Ten meV per atom is roughly 1 kJ/mol, enough to blur the comparison of two crystal structures. One GPa changes the edge of diamond by a little less than 0.1 %. These two rough sizes tell how much a numerical error matters in the problem below.

The electrons of a crystal are waves, each labelled by a wave vector k. Energy and pressure are averages over all k, and a calculation replaces the full average by a sum over a regular mesh of points. The table gives PBE results for one rigid diamond cell with finer and finer meshes. "Energy less reference" is counted from a run with a 14x14x14 mesh, and a positive pressure means that the crystal pushes outwards.

Ansatz 0.2.0, PBE with PAW potentials, plane-wave cutoff 550 eV and density cutoff 2200 eV: single-point runs without spin polarization for diamond, in a fixed two-atom cell of 5.67 Å³/atom. Occupations are fixed and all k meshes include Γ. Energies are relative to the 14x14x14 mesh, and pressure is positive in compression.

```
  k mesh  energy less reference (meV/atom)  pressure (GPa)
   4x4x4                             66.24           2.910
   6x6x6                              4.68           1.870
   8x8x8                              0.41           1.800
10x10x10                              0.04           1.800
12x12x12                              0.00           1.800
```

(a) From 4x4x4 to 6x6x6 the number of mesh points grows by a factor of 3.4. By how much does the energy error fall, and why is the gain so much larger than the growth in points?

Solution. The error falls by a factor of about 14, and each later refinement again gains roughly a factor of ten. The reason is that the mesh averages a smooth, repeating function. Diamond is an insulator, so the same number of bands is filled at every k, and their summed energy varies without kinks, even where single bands touch. Such a function is a sum of cosines, one for each lattice vector R, which joins equivalent atoms in the crystal:

E(k) = E₀ + Σ A(R) cos(k·R)

Here E₀ is the exact average that the calculation wants, and A(R) is the amplitude of each cosine. An N×N×N mesh averages nearly all the cosines to zero, as it should. It fails for those whose R is a whole multiple of N cell edges along each direction. Such a cosine equals one at every mesh point, so the mesh takes it for a constant and adds its full amplitude to the energy:

error(N) = sum of A(R) over all R ≠ 0 that are multiples of N cell edges

The question of the mesh has become a question of distance. The primitive cell has an edge of 2.522 Å, so the 4x4x4 mesh first fails for R of about 10 Å, and each further row of the table pushes this limit out by another 5 Å. In an insulator the amplitudes die off exponentially with distance, because its filled bands can be built from orbitals that each stay close to one bond, and A(R) measures how strongly such orbitals couple across the distance R. Equal steps in distance therefore divide the error by similar factors. In a metal the filling stops abruptly at the Fermi surface, the function has a break there, and this fast decay is lost.

The numbers agree with this picture. If the error followed a fixed power of N, that power would be the same between any two neighbouring rows; instead it climbs from 6.5 to about 12. The factor gained is not quite constant either, but shrinks from 14 to about 9. A slowly varying factor in front of the exponential would do this, though the table does not test it, and the last value leans on a reference that has a small error of its own.

The argument gives the form of the decay, not its rate or the size and sign of the error. The table supplies those: the surviving amplitudes add up to a positive number, so every coarser mesh puts the energy too high or, in the last row, equal to the reference within the printed digits. The size can surprise. The makers of the data warn that a mesh as coarse as 4x4x4 may be off by up to 40 meV per atom, and here the error is 66. Their figure comes from tests on other systems. The run itself gave no warning, and where the printed output below speaks of one, it means this general figure.

One simplification should be named. The equation treats the potential felt by the electrons as fixed, whereas in the calculation it adjusts to the mesh as well. In the coarsest run the sum of the band energies is too high by 167 meV per atom, and other parts of the energy take back more than half of this. The electron density is itself the average of a smooth function of k, so the fast decay is expected to survive the adjustment, but the error cannot be read from these adjusted band energies alone.

(b) The pressure drops by 1.04 GPa in the first refinement and then changes much less. Estimate the pressure error of the 4x4x4 mesh from its energy error.

Solution. Pressure is the rate at which the energy falls when the volume V grows, so an energy error that depends on volume brings a pressure error with it. Stretch the crystal uniformly by a length factor L. Every R grows as L and every k shrinks as 1/L, so k·R stays the same and the same cosines survive. What changes is their amplitude. The energies of electron waves scale roughly as 1/L², as kinetic energies do, and this means V to the power −2/3. Hence

pressure error = (2/3) × energy error / V

With 0.06624 eV and 5.67 Å³ per atom, and 1 eV/Å³ = 160.2 GPa, this gives

(2/3) × 0.06624 / 5.67 × 160.2 GPa = 1.25 GPa

The calculation gives 1.11 GPa relative to the reference mesh. The estimate contains no adjusted constant and comes out 12 % too high here, and about 20 % too high for the next two meshes. The real energy error thus depends on volume somewhat less steeply than a pure kinetic energy. These runs do not settle why. In the coarsest run the kinetic energy of the plane-wave part alone is too high by 315 meV per atom, and the other terms, which need not scale in the same way, take back most of this, so the simple scaling is a rough guide and not a law. The printed output below compares the estimate with the computed pressure for each mesh.

So the pressure does not settle by a law of its own. It inherits the error of the energy, and it only looks finished sooner because the table rounds it to 0.01 GPa, despite the third decimal shown. Unrounded, the 8x8x8 mesh still gives 1.805 GPa. For the two finest meshes the unrounded pressures differ from the reference by less than 0.001 GPa and no longer fall in order, which has no physical meaning. The remaining 1.80 GPa is not a mesh error. PBE prefers a slightly longer edge for diamond than the one held here, so some compression is expected; how far the limited set of plane waves shifts the value is not tested.

(c) The same runs also report a band gap, the distance from the highest filled to the lowest empty level found on the mesh. Between 8x8x8 and 10x10x10 it rises by 37 meV, although the energy is already within half a meV per atom of the reference. Why does the gap not settle with the energy?

Solution. The energy is an average, and an average profits from every point. The gap is the difference of two extreme values, and it depends on whether a mesh point happens to lie where the extreme is. In diamond the highest filled level sits at k = 0, called Γ, which belongs to all these meshes. The lowest empty level sits about three quarters of the way from Γ to the zone boundary point X, and the meshes meet that place unevenly.

An N×N×N mesh has points on this line at the fractions 2/N, 4/N, 6/N and so on. The 8x8x8 mesh has a point at 3/4, close to the minimum, while the nearest points of the 10x10x10 mesh are at 3/5 and 4/5. The finer mesh therefore misses the minimum by more and reports a larger gap. The 4x4x4 mesh has only the halfway point and X itself, and its gap is the largest of all.

The 6x6x6 and 12x12x12 meshes provide a good test. Both have a point at 2/3, and their gaps agree within 2 meV, although their energies differ by nearly 5 meV per atom. The runs report the gap and not its place in k, so the assignment to these points is an inference. It accounts for the whole irregular sequence if the minimum lies slightly nearer to Γ than 3/4, so that 2/3 is closer to it than 4/5. The reference mesh supports this: it has a point at 5/7, and its gap is the smallest of all, 3 meV below that of the 8x8x8 mesh. A finer mesh would not bring the gap to the measured value of roughly 5.5 eV either, since PBE makes gaps too small.

A practical rule follows for energies of insulators like this one. When each refinement removes about nine tenths of the error, the change between two successive meshes is nearly the whole error of the coarser one, and the finer one keeps about a tenth of that change. For a gap this rule fails, and the bands should instead be computed along a dense line of k points through the minimum.

The analysis program printed:

```
Energy error and its fall from the row before:
       row  error in meV per atom  factor gained  factor if error followed 1/number of points  local power of N
     4x4x4                  66.24            n/a                                          n/a               n/a
     6x6x6                  4.675          14.17                                        3.375             6.538
     8x8x8                   0.41           11.4                                         2.37             8.461
  10x10x10                 0.0395          10.38                                        1.953             10.49
  12x12x12                 0.0045          8.778                                        1.728             11.91
Edge of the equivalent supercell for the 4x4x4 mesh in angstrom: 10.09
Edge of the equivalent supercell for the 12x12x12 mesh in angstrom: 30.26
Error of 4x4x4 beyond the 40 meV of its warning in meV per atom: 26.24
Pressure error against the two-thirds estimate:
       row  error in GPa  estimate in GPa
     4x4x4         1.113            1.248
     6x6x6       0.07352          0.08808
     8x8x8      0.006322         0.007724
  10x10x10      0.000205        0.0007441
  12x12x12      0.000454        8.477e-05
Estimate divided by computed pressure error for 4x4x4: 1.121
Estimate divided by computed pressure error for 6x6x6: 1.198
Estimate divided by computed pressure error for 8x8x8: 1.222
Pressure error of 4x4x4 in percent of the reference pressure: 61.9
Sampled gap and a nearby mesh point between Gamma and X:
       row  fraction of the way to X  sampled gap in eV
     4x4x4                       0.5               4.44
     6x6x6                    0.6667              4.162
     8x8x8                      0.75              4.143
  10x10x10                       0.8               4.18
  12x12x12                    0.6667              4.163
Same fraction for the 14x14x14 mesh: 0.7143
Sampled gap of the 14x14x14 mesh in eV: 4.14
Gap of 12x12x12 less gap of 6x6x6 in meV: 1.342
Gap of 10x10x10 less gap of 8x8x8 in meV: 37.39
Kinetic part of the 4x4x4 error in meV per atom: 315
Band-sum part of the 4x4x4 error in meV per atom: 166.7
```
